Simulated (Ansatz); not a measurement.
# Sb: pressure and largest V_zz against volume scale

Results calculated with Ansatz 0.2.0, not measured. Periodic Kohn-Sham DFT of a crystal at fixed atoms, scaled to volume_scale times the given cell; pressure positive in compression, energy less spherical unpolarised free atoms, largest_vzz the field gradient of largest size among the nuclei.

The cell before it is scaled or strained (space group R-3m, No. 166):
```
cell vectors (Å)
   2.1506     1.2416     3.7440
  -2.1506     1.2416     3.7440
   0.0000    -2.4833     3.7440
atoms (fractions of the cell vectors)
Sb  0.23364  0.23364  0.23364
Sb  0.76636  0.76636  0.76636
```

Settings of every row: method frozen-core PAW; functional LDA; relativity scalar; k mesh 12x12x12; filling fermi-dirac; smearing width 0.03 eV; wave cutoff 420 eV; paw set soft_2.

Atom start moment: 0 on all atoms.

Limits: PAW files made with PBE; field gradient without spin-orbit coupling on heavy atoms; no gap: field gradients move with the k mesh; no spin-orbit coupling on heavy atoms.

| row | volume scale | V (Å³/atom) | pressure (GPa) | largest V_zz (1e21 V/m^2) |
| --- | --- | --- | --- | --- |
| 1 | 0.94 | 28.193 | 3.219 | -4.655 |
| 2 | 0.96 | 28.793 | ? | ? |
| 3 | 0.98 | 29.392 | 0.363 | -4.675 |
| 4 | 0.99 | 29.692 | -0.256 | -4.674 |
| 5 | 1 | 29.993 | -0.843 | -4.669 |
| 6 | 1.01 | 30.292 | -1.397 | -4.662 |
| 7 | 1.02 | 30.592 | -1.922 | -4.651 |
| 8 | 1.04 | 31.192 | -2.887 | -4.622 |
| 9 | 1.06 | 31.792 | -3.749 | -4.589 |

Question: what pressure and largest V_zz should row 2 give?

Worked fit of pressure. Take u = (V_r/V)^(2/3) − 1 with V_r = 30.142 Å³ an atom, which is twice the finite (Eulerian) strain; such expansions in the strain, on which the Birch-Murnaghan equation of state is built, carry the rest volume and the bulk modulus. The shown rows have u = 0.04557, 0.01694, 0.01008, 0.00331, -0.0033, -0.00983, -0.02257, -0.03491. Least squares give pressure = −1.1238 + 83.57 × u + 247.29 × u² + 220 × u³ GPa; a parabola predicts inner rows, each left out in turn, worse (root mean square 0.0035 against 0.0012 GPa). The rows lie off it by 0.000, -0.001, 0.000, 0.001, 0.000, 0.000, 0.000, 0.000. The pressure vanishes at u = 0.0129, or V = 29.57 Å³ an atom, and there the bulk modulus at fixed shape and fractions is B = −V dP/dV = (2/3)(1 + u) dP/du = 60.8 GPa. Letting shape and atoms relax would as a rule lower it, by much in layered, chain or molecular crystals. The withheld row has u = 0.031, so the fit gives −1.1238 + 83.57 × (0.031) + 247.29 × (0.031)² + 220 × (0.031)³ = 1.711 GPa.

The calculation gave 1.711 GPa. The fit meets it to the printed digit.

Worked fit of largest V_zz. Take t = volume scale − 1. The shown rows have t = -0.06, -0.02, -0.01, 0, 0.01, 0.02, 0.04, 0.06. Least squares give largest V_zz = −4.6685 + 0.57 × t + 13.09 × t² 1e21 V/m^2; a straight line predicts inner rows, each left out in turn, worse (root mean square 0.015 against 0.0017 1e21 V/m^2). The rows lie off it by 0.001, 0.000, -0.001, 0.000, -0.001, 0.001, 0.003, -0.002. The withheld row has t = -0.04, so the fit gives −4.6685 + 0.57 × (-0.04) + 13.09 × (-0.04)² = -4.670 1e21 V/m^2.

The calculation gave -4.667 1e21 V/m^2. The fit lies 0.003 1e21 V/m^2 (3.5 % of the column's range) below it; its largest miss of a shown row is 0.003 1e21 V/m^2.
